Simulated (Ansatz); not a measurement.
# A series in volume per atom on BiRh

Periodic Kohn-Sham DFT of a crystal at fixed atoms; pressure and stress are positive in compression; the energy is the free energy less that of spherical unpolarised free atoms; site moments are those in the method's own spheres, positive along +z. The results are calculated, by Ansatz 0.2.0.

Cell of the first row (space group P6_3/mmc, No. 194):
```
BiRh
1.0
      4.0104     0.0000     0.0000
     -2.0052     3.4731     0.0000
      0.0000     0.0000     5.5474
Bi Rh
2 2
Direct
  0.33333 0.66667 0.25000
  0.66667 0.33333 0.75000
  0.00000 0.00000 0.00000
  0.00000 0.00000 0.50000
```

Settings of every row: method all-electron LAPW; functional LDA; relativity scalar; k mesh 12x12x7; filling fermi-dirac; smearing width 0.03 eV; basis error target 1 meV/atom; nucleus gaussian.

Atom start moment: 0 on all atoms.

Limits: no spin-orbit coupling on heavy atoms.

| row | volume per atom (Å³) | pressure (GPa) | energy less free atoms (eV/atom) |
| --- | --- | --- | --- |
| 1 | 19.317 | 6.667 | -6.7905 |
| 2 | 20.139 | 0.036 | -6.807 |
| 3 | 20.55 | -2.701 | -6.8035 |
| 4 | 20.756 | ? | ? |
| 5 | 21.372 | -7.231 | -6.7775 |

Question: what pressure and energy less free atoms should row 4 give?

Worked fit of pressure. Take u = (V_r/V)^(2/3) − 1 with V_r = 20.345 Å³ an atom, which is twice the finite (Eulerian) strain; such expansions in the strain, on which the Birch-Murnaghan equation of state is built, carry the rest volume and the bulk modulus. The shown rows have u = 0.03517, 0.00681, -0.00666, -0.0323. Least squares give pressure = −1.3799 + 203.927 × u + 706.42 × u² GPa; a straight line predicts inner rows, each left out in turn, worse (root mean square 0.53 against 0.012 GPa). The rows lie off it by 0.001, -0.006, 0.006, -0.001 (root mean square 0.0043 GPa). The pressure vanishes at u = 0.0066, or V = 20.14 Å³ an atom, and there the bulk modulus at fixed shape and fractions is B = −V dP/dV = (2/3)(1 + u) dP/du = 143 GPa. Letting shape and atoms relax would as a rule lower it, by much in layered, chain or molecular crystals. The withheld row has u = -0.01324, so the fit gives −1.3799 + 203.927 × (-0.01324) + 706.42 × (-0.01324)² = -3.956 GPa.

The calculation gave -3.944 GPa. The fit lies 0.012 GPa (0.086 % of the column's range) below it; its largest miss of a shown row is 0.006 GPa.

Worked fit of energy less free atoms. Take u = (V_r/V)^(2/3) − 1 with V_r = 20.345 Å³ an atom, which is twice the finite (Eulerian) strain; such expansions in the strain, on which the Birch-Murnaghan equation of state is built, carry the rest volume and the bulk modulus. The shown rows have u = 0.03517, 0.00681, -0.00666, -0.0323. Least squares give energy less free atoms = −6.80613 − 0.2498 × u + 19.724 × u² eV/atom; a straight line predicts inner rows, each left out in turn, worse (root mean square 0.015 against 0.00018 eV/atom). The rows lie off it by 0.0000, -0.0001, 0.0001, 0.0000. Its lowest point lies at u = 0.0063, or V = 20.15 Å³ an atom, and the curvature there gives the bulk modulus at fixed shape and fractions, B = (4/9)(1 + u)² E″(u)/V = 141 GPa. Letting shape and atoms relax would as a rule lower it, by much in layered, chain or molecular crystals. The withheld row has u = -0.01324, so the fit gives −6.80613 − 0.2498 × (-0.01324) + 19.724 × (-0.01324)² = -6.7994 eV/atom.

The calculation gave -6.7992 eV/atom. The fit lies 0.0002 eV/atom (0.68 % of the column's range) below it; its largest miss of a shown row is 0.0001 eV/atom.
